**Phase errors of a Be pseudopotential read as energy shifts**

The table holds s and p scattering phases arctan(r u′/u) at 2.16 bohr for Be^+1.5 and the pseudo minus all-electron errors, from ld1.x with revPBE, scalar-relativistic, RRKJ separable form with p local. The program tests a one-parameter WKB formula at deep energies, the identity that links the energy slope of the phase to the norm, a quadratic law for the p shift, and the matching of the phases to a decaying Coulomb wave. WKB fits the deep p rows to 0.0001 rad, the 1s half-width from the wave (0.67 mRy) agrees with the fitted tail (0.70 mRy), and the 2p slope agrees to 4 %. The p shift grows with exponent 2.4 above its reference but far more slowly below it. The s phases put the pseudo 2s level 0.45 to 0.59 eV too low, in line with the 0.47 eV from the configuration tests once their errors are read as all-electron minus pseudo.

Calculated values. Be scattering phases, unwrapped arctan(r u′/u) at r = 2.16 bohr, from ld1.x 7.5 with scalar-relativistic revPBE. The norm-conserving separable RRKJ pseudopotential, made for 1s2 2s0.5 2p0 with p local, has radii 0.4 (1s) and 1.95 bohr (2p) and reference energies -9.178 and -1.035 Ry. Errors are pseudo minus all-electron, with multiples of π matched at the reference energies.

## Script

```python
# Table: phases arctan(r u'/u) at r=2.16 bohr vs energy, Be+1.5, ld1.x revPBE scalar-rel., RRKJ separable (p local),
# all-electron and pseudo-minus-AE. Tests: WKB depth, slope/norm identity, 1s width, error as energy shift, level matching.
T = {
    'energy': [-11.0, -10.52, -10.04, -9.56, -9.08, -8.6, -8.12, -7.64, -7.16, -6.68, -6.2, -5.72, -5.24, -4.76, -4.28, -3.8, -3.32, -2.84, -2.36, -1.88, -1.4, -0.92, -0.44, 0.04, 0.52, 1.0, 1.48, 1.96, 2.44, 2.92, 3.4, 3.88, 4.36, 4.84],  # Ry
    'phase_s_all_electron': [1.417, 1.4126, 1.4077, 1.4015, -1.7366, -1.7487, -1.7562, -1.7641, -1.7731, -1.7833, -1.7953, -1.8094, -1.8266, -1.8481, -1.8758, -1.9133, -1.9678, -2.0547, -2.2162, -2.592, -3.4694, -4.1924, -4.48, -4.6178, -4.7021, -4.7641, -4.8176, -4.8708, -4.9313, -5.0107, -5.1325, -5.3585, -5.8665, -6.7163],  # rad
    'phase_s_error': [0.0001, 0.0001, 0.0001, 0.0002, 0.0002, 0.0002, 0.0003, 0.0002, 0.0003, 0.0003, 0.0004, 0.0003, 0.0004, 0.0004, 0.0004, 0.0, -0.0007, -0.0033, -0.0122, -0.0515, -0.1242, -0.0727, -0.0425, -0.0312, -0.0268, -0.0259, -0.0273, -0.0312, -0.0393, -0.0549, -0.0885, -0.1711, -0.3265, -0.2368],  # rad
    'phase_p_all_electron': [1.4214, 1.4175, 1.4133, 1.4087, 1.4037, 1.3982, 1.392, 1.3852, 1.3776, 1.3688, 1.3588, 1.3471, 1.3332, 1.3164, 1.2953, 1.268, 1.2307, 1.1759, 1.0855, 0.9054, 0.4172, -0.6865, -1.2747, -1.4908, -1.6075, -1.6942, -1.7782, -1.882, -2.0464, -2.389, -3.1832, -3.9649, -4.2956, -4.4478],  # rad
    'phase_p_error': [0.0001, 0.0001, 0.0001, 0.0001, 0.0001, 0.0001, 0.0002, 0.0002, 0.0002, 0.0003, 0.0003, 0.0004, 0.0005, 0.0005, 0.0007, 0.0008, 0.001, 0.0012, 0.0015, 0.0018, 0.0014, 0.0002, 0.0025, 0.0047, 0.0075, 0.012, 0.0204, 0.0376, 0.0799, 0.2075, 0.528, 0.4581, 0.2156, 0.1185],  # rad
}
import numpy as np
from scipy.interpolate import CubicSpline as CS, PchipInterpolator as PC
from scipy.optimize import brentq, minimize_scalar
from scipy.integrate import solve_ivp, quad
from scipy.constants import physical_constants as pc
Ry = pc['Rydberg constant times hc in eV'][0]
E, s, ds, p, dp = [np.array(T[k], float) for k in ('energy', 'phase_s_all_electron', 'phase_s_error', 'phase_p_all_electron', 'phase_p_error')]
r, Es, Ep = 2.16, -9.178, -1.035  # settings from the caption
# typed from further outputs of the same run: waves on r=0.195*k, configuration tests vs 2s occupation
x = 0.195*np.arange(14)
pA = [0,.0641,.1857,.3123,.4241,.5141,.5795,.6226,.6484,.657,.6496,.6292,.5993,.5632]
pP = [0,.039,.1442,.2838,.4197,.5245,.5917,.63,.6504,.6571,.6496,.6292,.5993,.5632]
s1 = [.0566,.0336,.0198,.0116,.0067]
n2 = [0,.5,1,1.5,2]; ex = [10.04568,0,-7.927901,-13.72136,-17.48579]; er = [-289.8421,0,197.6091,337.2715,429.246]
def wkb(e, l, Z):
    k2 = -2*Z/r + l*(l+1)/r**2 - e
    return np.arctan(r*np.sqrt(k2) - r*(2*Z/r**2 - 2*l*(l+1)/r**3)/(4*k2))
d = E < -6
Zx = minimize_scalar(lambda Z: np.sum((wkb(E[d], 1, Z)-p[d])**2), bounds=(1, 4), method='bounded').x
su = s + np.pi*(E > Es)
print("rounding floor of phases and errors: 0.00005 rad")
print(f"WKB fit to p, E<-6 Ry: Zx={Zx:.3f}, max resid {abs(p-wkb(E*d-9*~d,1,Zx))[d].max():.4f} rad; at E={E[12]}: {p[12]-wkb(E[12],1,Zx):+.4f} (not fitted)")
print("s (mod pi) minus WKB, same Zx, rad:", np.round(su[d]-wkb(E[d], 0, Zx), 4))
print(f"first row: tan s={np.tan(s[0]):.3f}, tan p={np.tan(p[0]):.3f}, diff of squares {np.tan(p[0])**2-np.tan(s[0])**2:.2f} (centrifugal, leading order 2)")
print(f"s drop across 1s: {s[3]-s[4]:.4f} rad, pi minus drop {np.pi-s[3]+s[4]:.4f}; s errors there {ds[3]}, {ds[4]}")
A = np.c_[np.ones(d.sum()), E[d]-Es, 1/(E[d]-Es)]; y = su[d]-wkb(E[d], 0, Zx)
c = np.linalg.lstsq(A, y, rcond=None)[0]
q = np.polyfit(x[9:]-r, np.log(s1), 2); u, w = np.exp(q[2]), r*q[1]
sl1 = r/(u*u*(1+w*w)); gam = np.sin(np.arctan(w)-(wkb(Es, 0, Zx)+c[0]-np.pi))**2/sl1
tail = c[2]/(E[4]-Es)
print(f"1s wave: u={u:.4f}, r u'/u={w:.2f}, slope -{sl1:.0f} rad/Ry, half-width {gam*1e3:.2f} mRy; fitted tail {c[2]*1e3:.2f} mRy, max resid {abs(A@c-y).max():.5f} rad")
print(f"tail at {E[4]} Ry: {tail:.4f} rad; 0.0001 rad there = level shift {1e-4*(E[4]-Es)/tail*1e3:.1f} mRy or width change {1e-2/tail:.1f} %; grid/half-width {(E[1]-E[0])/gam:.0f}")
N = [quad(lambda t: CS(x, f)(t)**2, 0, r)[0] for f in (pA, pP)]
f = CS(x, pA); u, w = float(f(r)), float(r*f(r, 1)/f(r)); slp = -r*N[0]/(u*u*(1+w*w)); P = CS(E, p)
print(f"2p norm inside r: AE {N[0]:.4f}, PS {N[1]:.4f}; phase at ref: wave {np.arctan(w):.3f}, table spline {P(Ep):.3f} rad")
print(f"2p slope at ref: identity {slp:.2f}, table spline {P(Ep,1):.2f} rad/Ry, diff {100*(P(Ep,1)/slp-1):.1f} %")
m = E > Es; e = E[m]
sh = lambda a, b: (-np.gradient(a, e), -b/np.gradient(a, e), e-PC(-a, e, extrapolate=False)(-(a+b)))
gs, s_1, s_i = sh(s[m], ds[m]); gp, p_1, p_i = sh(p[m], dp[m])
print("E[Ry] | s: |slope| rad/Ry, err/|slope|, inverted shift Ry | p: same, inverted/(E-Eref)^2 1/Ry")
for i in [0, 6] + list(range(12, len(e))):
    print(f"{e[i]:6.2f} | {gs[i]:.3f} {s_1[i]:+.4f} {s_i[i]:+.4f} | {gp[i]:.3f} {p_1[i]:+.4f} {p_i[i]:+.4f} {p_i[i]/(e[i]-Ep)**2:.4f}")
print(f"shift floor 0.00005/|slope|: {5e-5/gp[0]:.4f} Ry at {e[0]}, {5e-5/gp[17]:.5f} Ry at {e[17]} (p)")
k = (e > -0.5) & (e < 2.5); lx, ly = np.log(e[k]-Ep), np.log(p_i[k]); b = np.polyfit(lx, ly, 1)
print(f"p shift, -0.44..2.44 Ry (before radius-dependent steep part): exponent {b[0]:.2f}; rms ln resid n=1 {np.std(ly-lx):.2f}, n=2 {np.std(ly-2*lx):.2f}")
print(f"n=2 c={np.exp(np.mean(ly-2*lx)):.4f}/Ry predicts {np.exp(np.mean(ly-2*lx))*(e[26]-Ep)**2:.3f} Ry at {e[26]} (found {p_i[26]:.3f}), {np.exp(np.mean(ly-2*lx))*(e[14]-Ep)**2:.4f} at {e[14]} (found {p_i[14]:.4f})")
def out(en, l, Z):
    g = lambda t, h: (np.sin(h)*np.cos(h) + (l*(l+1)-2*Z*t-en*t*t)*np.cos(h)**2 - np.sin(h)**2)/t
    return solve_ivp(g, (20, r), [-np.arctan(20*np.sqrt(-en-2*Z/20))], rtol=1e-8, atol=1e-10).y[0, -1]
res = {}
for nm, l, a, da in (('2s', 0, su[m], ds[m]), ('2p', 1, p[m], dp[m])):
    for Z in (1.5, Zx):
        F, G = CS(e, a), CS(e, a+da)
        e0, e1 = [brentq(lambda t: H(t)-out(t, l, Z), -1.8, -0.7, xtol=1e-7) for H in (F, G)]
        so = (out(e0+1e-3, l, Z)-out(e0-1e-3, l, Z))/2e-3; res[nm, Z] = e1-e0
        print(f"{nm} matched, outer charge {Z:.2f}: AE {e0:.3f} Ry, PS-AE {1e3*(e1-e0):+.1f} mRy = {1e3*Ry*(e1-e0):+.0f} meV, norm inside {-F(e0,1)/(so-F(e0,1)):.2f}")
J = lambda v: np.polyfit(np.array(n2)-0.5, v, 4)[-2]
print(f"Janak slope at 2s0.5 from config tests: AE {J(ex):.2f} eV = {J(ex)/Ry:.3f} Ry; slope of quoted error {J(er):+.0f} meV = {J(er)/Ry:+.1f} mRy")
print(f"2s lies {J(ex)/Ry-Es:.2f} Ry above s reference; max|err| s {abs(ds).max()}, p {abs(dp).max()} rad = {abs(dp).max()/np.pi:.2f} pi")
assert np.all(np.diff(s) < 0) and np.all(np.diff(p) < 0) and max(abs(ds).max(), abs(dp).max()) < np.pi/2
assert 0.6 < c[2]/gam < 1.5 and abs(P(Ep, 1)/slp-1) < 0.15
assert 1.5 < b[0] < 2.8 and np.all(dp > 0)
assert res['2s', 1.5] < 0 < J(er)
```

Printed output:

```
rounding floor of phases and errors: 0.00005 rad
WKB fit to p, E<-6 Ry: Zx=2.043, max resid 0.0001 rad; at E=-5.24: -0.0000 (not fitted)
s (mod pi) minus WKB, same Zx, rad: [-0.0004 -0.0005 -0.0008 -0.002   0.0071  0.0012  0.0006  0.0004  0.0003
  0.0003  0.0003]
first row: tan s=6.451, tan p=6.644, diff of squares 2.53 (centrifugal, leading order 2)
s drop across 1s: 3.1381 rad, pi minus drop 0.0035; s errors there 0.0002, 0.0002
1s wave: u=0.0190, r u'/u=-5.91, slope -166 rad/Ry, half-width 0.67 mRy; fitted tail 0.70 mRy, max resid 0.00009 rad
tail at -9.08 Ry: 0.0071 rad; 0.0001 rad there = level shift 1.4 mRy or width change 1.4 %; grid/half-width 719
2p norm inside r: AE 0.5477, PS 0.5477; phase at ref: wave -0.437, table spline -0.432 rad
2p slope at ref: identity -2.47, table spline -2.37 rad/Ry, diff -3.9 %
E[Ry] | s: |slope| rad/Ry, err/|slope|, inverted shift Ry | p: same, inverted/(E-Eref)^2 1/Ry
 -9.08 | 0.025 +0.0079 +nan | 0.011 +0.0087 +nan nan
 -6.20 | 0.027 +0.0147 +0.0148 | 0.023 +0.0133 +0.0133 0.0005
 -3.32 | 0.147 -0.0048 -0.0048 | 0.096 +0.0104 +0.0106 0.0020
 -2.84 | 0.259 -0.0128 -0.0131 | 0.151 +0.0079 +0.0082 0.0025
 -2.36 | 0.560 -0.0218 -0.0227 | 0.282 +0.0053 +0.0056 0.0032
 -1.88 | 1.305 -0.0395 -0.0400 | 0.696 +0.0026 +0.0028 0.0039
 -1.40 | 1.667 -0.0745 -0.0710 | 1.658 +0.0008 +0.0009 0.0067
 -0.92 | 1.053 -0.0691 -0.0853 | 1.762 +0.0001 +0.0001 0.0089
 -0.44 | 0.443 -0.0959 -0.1167 | 0.838 +0.0030 +0.0032 0.0091
  0.04 | 0.231 -0.1349 -0.1550 | 0.347 +0.0136 +0.0139 0.0120
  0.52 | 0.152 -0.1759 -0.1939 | 0.212 +0.0354 +0.0356 0.0147
  1.00 | 0.120 -0.2153 -0.2278 | 0.178 +0.0675 +0.0683 0.0165
  1.48 | 0.111 -0.2456 -0.2500 | 0.196 +0.1043 +0.1101 0.0174
  1.96 | 0.118 -0.2634 -0.2594 | 0.279 +0.1346 +0.1544 0.0172
  2.44 | 0.146 -0.2697 -0.2580 | 0.528 +0.1513 +0.1989 0.0165
  2.92 | 0.210 -0.2619 -0.2462 | 1.184 +0.1752 +0.2458 0.0157
  3.40 | 0.362 -0.2443 -0.2274 | 1.642 +0.3216 +0.2856 0.0145
  3.88 | 0.765 -0.2238 -0.2026 | 1.159 +0.3953 +0.3053 0.0126
  4.36 | 1.414 -0.2308 -0.2223 | 0.503 +0.4286 +0.3558 0.0122
  4.84 | 1.770 -0.1338 +nan | 0.317 +0.3737 +0.3987 0.0116
shift floor 0.00005/|slope|: 0.0044 Ry at -9.08, 0.00003 Ry at -0.92 (p)
p shift, -0.44..2.44 Ry (before radius-dependent steep part): exponent 2.37; rms ln resid n=1 0.79, n=2 0.22
n=2 c=0.0144/Ry predicts 0.284 Ry at 3.4 (found 0.286), 0.0253 at -2.36 (found 0.0056)
2s matched, outer charge 1.50: AE -1.186 Ry, PS-AE -43.5 mRy = -591 meV, norm inside 0.58
2s matched, outer charge 2.04: AE -1.366 Ry, PS-AE -32.9 mRy = -448 meV, norm inside 0.48
2p matched, outer charge 1.50: AE -0.918 Ry, PS-AE +0.1 mRy = +1 meV, norm inside 0.61
2p matched, outer charge 2.04: AE -1.084 Ry, PS-AE +0.1 mRy = +1 meV, norm inside 0.49
Janak slope at 2s0.5 from config tests: AE -18.00 eV = -1.323 Ry; slope of quoted error +472 meV = +34.7 mRy
2s lies 7.86 Ry above s reference; max|err| s 0.3265, p 0.528 rad = 0.17 pi
```
